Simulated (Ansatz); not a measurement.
# Cu: energy above lowest point against volume scale

Results calculated with Ansatz 0.2.0, not measured. Free energy against uniform scaling of the volume at fixed shape and fractions; periodic cell, basis, potentials, k mesh and filling as listed.

The cell before it is scaled or strained (space group P6_3/mmc, No. 194):
```
cell vectors (Å)
   2.5308     0.0000     0.0000
  -1.2654     2.1917     0.0000
   0.0000     0.0000     8.2618
atoms (fractions of the cell vectors)
Cu  0.00000  0.00000  0.00000
Cu  0.33333  0.66667  0.25000
Cu  0.00000  0.00000  0.50000
Cu  0.66667  0.33333  0.75000
```

Settings of every row: functional PBEsol; dispersion none; potentials PAW; wave cutoff 500 eV; density cutoff 2000 eV; k mesh 10x10x3; k shift 0x0x0; occupations fermi dirac; smearing width 0.1 eV; spin none.

Limits: coarse k mesh, up to 40 meV an atom off; the cell comes from a prototype or a list of computed structures and needn't be the stable phase.

```
row  volume scale  V (Å³/atom)  energy above lowest point (meV/atom)
  1          0.88       10.082                                     ?
  2          0.92        10.54                                  32.3
  3          0.96       10.998                                   4.6
  4             1       11.457                                     0
  5          1.04       11.915                                  13.5
  6          1.08       12.373                                  41.3
  7          1.12       12.831                                  80.1
```

Question: what energy above lowest point should row 1 give?

Worked fit of energy above lowest point. Take u = (V_r/V)^(2/3) − 1 with V_r = 11.686 Å³ an atom, which is twice the finite (Eulerian) strain; such expansions in the strain, on which the Birch-Murnaghan equation of state is built, carry the rest volume and the bulk modulus. The shown rows have u = 0.07123, 0.04128, 0.01328, -0.01285, -0.03737, -0.06041. Least squares give energy above lowest point = 4.77 − 524.36 × u + 12343.3 × u² + 6254 × u³ meV/atom; a parabola predicts inner rows, each left out in turn, worse (root mean square 0.57 against 0.041 meV/atom). All shown rows lie on it to the printed digit. Its lowest point lies at u = 0.0209, or V = 11.33 Å³ an atom, and the curvature there gives the bulk modulus at fixed shape and fractions, B = (4/9)(1 + u)² E″(u)/V = 167 GPa. Letting shape and atoms relax would as a rule lower it, by much in layered, chain or molecular crystals. The withheld row has u = 0.10343, so the fit gives 4.77 − 524.36 × (0.10343) + 12343.3 × (0.10343)² + 6254 × (0.10343)³ = 89.5 meV/atom.

The calculation gave 89.4 meV/atom. The fit lies 0.1 meV/atom (0.11 % of the column's range) above it, one unit of the last digit. This row lies beyond the range of the fit.
